## The result

Splitting an OH group over graphene is cheap at first, then abruptly expensive, and the energy then stays high. The likely reason is that the O–H bond stays nearly whole while softer motions bring the group into position, and breaks only afterwards. Carbon then binds the separated H and O too weakly to repay the broken bond. The path therefore climbs 2.67 eV and comes down by only 0.41 eV.

Splitting of OH on a 3×3 graphene monolayer, computed with Ansatz 0.2.0 using spin-polarised PBE, PAW, a 420 eV plane-wave cutoff, a 2×2×1 k mesh and 0.05 eV Fermi–Dirac smearing. The path is a climbing-image nudged elastic band with seven images between relaxed ends. The band force is the largest component on each image, with a convergence limit of 0.05 eV/Å.

| row | energy over the start (eV) | path length (Å) | band force (eV/Å) |
| --- | --- | --- | --- |
| 1 | 0.000 | 0.000 | n/a |
| 2 | 0.060 | 0.381 | 0.001 |
| 3 | 0.255 | 0.762 | 0.001 |
| 4 | 0.646 | 1.142 | 0.003 |
| 5 | 1.720 | 1.523 | 0.014 |
| 6 | 2.671 | 1.904 | 0.035 |
| 7 | 2.295 | 2.496 | 0.016 |
| 8 | 2.304 | 3.089 | 0.018 |
| 9 | 2.265 | 3.682 | n/a |

## What the path joins

Each row is an image: one arrangement of all the atoms on the way from start to end. The energy over the start, E, is the height of that image. The path length, s, measures how far the atoms have moved along the path. The band force is the largest force component left on an image once the path has settled.

At the start, an intact OH group stands on the sheet with its oxygen almost straight above one carbon. The positions point to a hydroxyl group anchored there by a C–O bond. A neighbouring carbon, 2.42 Å from the oxygen, is still too far away to be bonded. At the end, this second carbon holds the oxygen too, at 1.51 Å. The oxygen then lies midway between the two carbons, a bridging shape called an epoxide. Hydrogen is bonded to a different carbon, at 1.12 Å. Hydrogen has moved about 2.2 Å, from the oxygen to the sheet.

## The climb has two parts

The first three steps, up to row 4, raise the energy by only 0.65 eV. The next two steps bring three quarters of the barrier within the last two fifths of the path to the top. The slope jumps from about 1.0 to 2.8 eV/Å as the path passes row 4. A single motion with a constant stiffness would steepen evenly, so the jump suggests that a different and costlier change takes over.

The natural candidate is the breaking of the O–H bond, the only bond lost between the two ends. If it carries the steep part, it must be nearly intact in the gentle part. The energy of the early images can test that.

## How much can the bond have stretched?

A bond that is pulled apart follows, to a fair approximation, a Morse curve: stiff near its normal length and level once the atoms are far apart. For a stretch x the cost is

cost = D (1 − exp(−a x))², with a = √(k / 2D).

Here D is the depth of the bond and k its stiffness. For a free O–H bond, rough recalled values are D ≈ 4.6 eV and k ≈ 49 eV/Å², which give a ≈ 2.3 per Å.

Suppose that the whole path to row 2, 0.381 Å, were hydrogen moving straight away from oxygen. The estimate then runs as follows:

- a x ≈ 2.3 × 0.38 ≈ 0.88
- 1 − exp(−0.88) ≈ 0.59
- cost ≈ 4.6 eV × 0.59² ≈ 1.6 eV

The computed energy of row 2 is 0.06 eV, some 26 times less. Pure bond stretching is therefore ruled out for the first step, and no reasonable change in the recalled constants would rescue it.

The same curve can be read backwards. If all the energy of row 2 went into the bond, it would pay for a stretch of only about 0.05 Å. At row 4 the allowance is still only about 0.2 Å, although the atoms have by then moved 1.1 Å along the path. Between the two ends, the O–H distance grows by 1.6 Å.

This allowance assumes that nothing else lowers the energy while the bond stretches. That is reasonable near the start, which is a relaxed minimum, so that small moves of other kinds also cost energy. By row 4 it is less secure, because a new bond to carbon could already be helping to pay.

## Soft motions come first

What fills the early path must be soft. A hydroxyl group that stands on a single C–O bond can turn, tip and lean over the sheet without changing its O–H length much. Seen from above, hydrogen already points towards the carbon that finally binds it, but it begins 3.08 Å away and slightly higher than the oxygen. The reaction therefore needs the group to tip and lean more than to turn. Which motion leads along the path is not shown.

The softness itself can be measured. A spring law, E = c s², was fitted by least squares to rows 1 to 4, the rows before the slope jumps. It gives c ≈ 0.49 eV/Å² and misses those energies by less than 0.03 eV. The corresponding stiffness, 2c, is about fifty times smaller than that of a free O–H bond.

Two springs joined end to end make a useful comparison. When the pair is pulled, the soft spring takes nearly all the extension and the stiff one hardly changes, until the soft one has no more to give. The comparison holds only for the beginning of the path. Springs do not swap partners, and atoms can turn corners.

## Then the bond breaks

Carried on beyond the rows used to fit it, the spring law falls short by 0.6 eV at row 5 and by 0.9 eV at row 6. This shortfall is the mark of the second, costlier change, but not its price. The soft motion need not keep climbing as the spring law does, and bonds to carbon may be growing at the same time.

The exchange is expensive mainly because even the finished new bonds do not repay the old one: the end itself lies 2.27 eV above the start. The top stands only 0.41 eV higher. That extra part probably arises because the old bond is lost before the new ones have gained their full strength. Hydrogen needs to be near a carbon atom to bind to it, but near the oxygen to keep its old bond. Between the two it is held well by neither. This order of events is argued from the energies and from ordinary bonding; the energies alone do not fix the atomic positions.

## Why so little energy comes back

After the top, the energy falls to 2.27 eV above the start. That remaining height is the balance of the whole exchange: one O–H bond lost, a C–H bond and a second C–O bond gained, and a sheet that has had to deform. It should not be read as the strength of any single bond.

The poor repayment is a familiar property of graphene. Each carbon already has three strong bonds in the plane and shares in the mobile π electrons of the sheet. To bind hydrogen, it must withdraw from that shared system and rise towards a tetrahedral shape. The carbon that takes the hydrogen does rise, by about 0.36 Å, and the cost of this change is set against the new C–H bond.

The return barrier of 0.41 eV is as telling as the forward one. Along this path the separated atoms sit in a shallow well. Hydrogen can get back to oxygen far more easily than it left.

## The flat tail and the position of the top

Rows 7 to 9 lie within 0.04 eV of one another, although they span 1.2 Å of path. A similar distance from the start, at row 4, costs 0.65 eV. By row 7 the expensive exchange is therefore essentially over in energy. What still moves along the tail is not shown. A gentle flexing of the sheet would fit, whereas the making of another bond should lower the energy more clearly. The rise of 0.009 eV at row 8 is too slight to count as a second barrier.

The tail also explains an apparent contradiction. A strongly uphill reaction should have its top late, close to the products, a rule known as Hammond's postulate. In energy the top is indeed close to the end, yet it lies only 52% of the way along the path.

A simple model shows how late the top ought to be. Draw one parabola rising from the start and an equal one rising from the end, and let them cross at the top. Heights on a parabola grow as the square of the distance, so the distances from the two ends stand in the ratio √(2.671 / 0.406) ≈ 2.6. The crossing then lies at 2.6 / 3.6, or about 72% of the path.

The model misses because it has no place for a long level stretch. If the path is taken to end at row 7, where the descent is nearly complete, the top lies at 76%. That cut was chosen after seeing the energies, so it illustrates the effect of the tail and does not confirm the parabolas. The lesson is that path length counts every motion, whether it costs energy or not.

## How far to trust the heights

One clear doubt concerns spin. The system has an odd number of electrons, and a single hydrogen atom bound to graphene normally leaves one of them unpaired in the sheet. A hydroxyl group may do the same. The calculation allowed for spin but was started without magnetic moments, and it found none. A magnetic solution could lie lower, by different amounts at the start, the top and the end. Both the barrier and the net cost could shift as a result.

Other effects act on the barrier in different directions. The functional, PBE, tends to make barriers too low. Zero-point motion, which is left out, would probably lower this one by one or two tenths of an eV, since a stiff O–H vibration is lost on the way up. The coarse k mesh and the missing dipole correction for the slab add uncertainties of their own.

The highest image has settled, with a band force of 0.035 eV/Å. It has not been shown to be a true pass, a point from which the energy falls along one line only, forwards and backwards. The 2.67 eV is thus the height of this particular path. Another route may be lower, and the end itself would probably change in height if hydrogen settled on a different carbon.

## The same step on a metal

On a reactive transition metal such as nickel, the O–H bond should be about as stiff, so soft positioning would again come before breaking. The difference lies in the repayment. Such a metal binds both oxygen and hydrogen strongly and need not give up a π system to do so. The metal also holds the intact OH group more firmly, which lowers the start, but oxygen and hydrogen bound separately should gain more. The end then lies lower relative to the start. New bonds that help while the old one is still breaking lower the top as well.

For a neighbouring case, then, two questions give a first guess at the profile. How far can soft motions carry the group before the old bond must stretch? That sets how long the climb stays gentle. How well do the new bonds repay the old one? That sets how high the end lies, and with it much of the barrier.
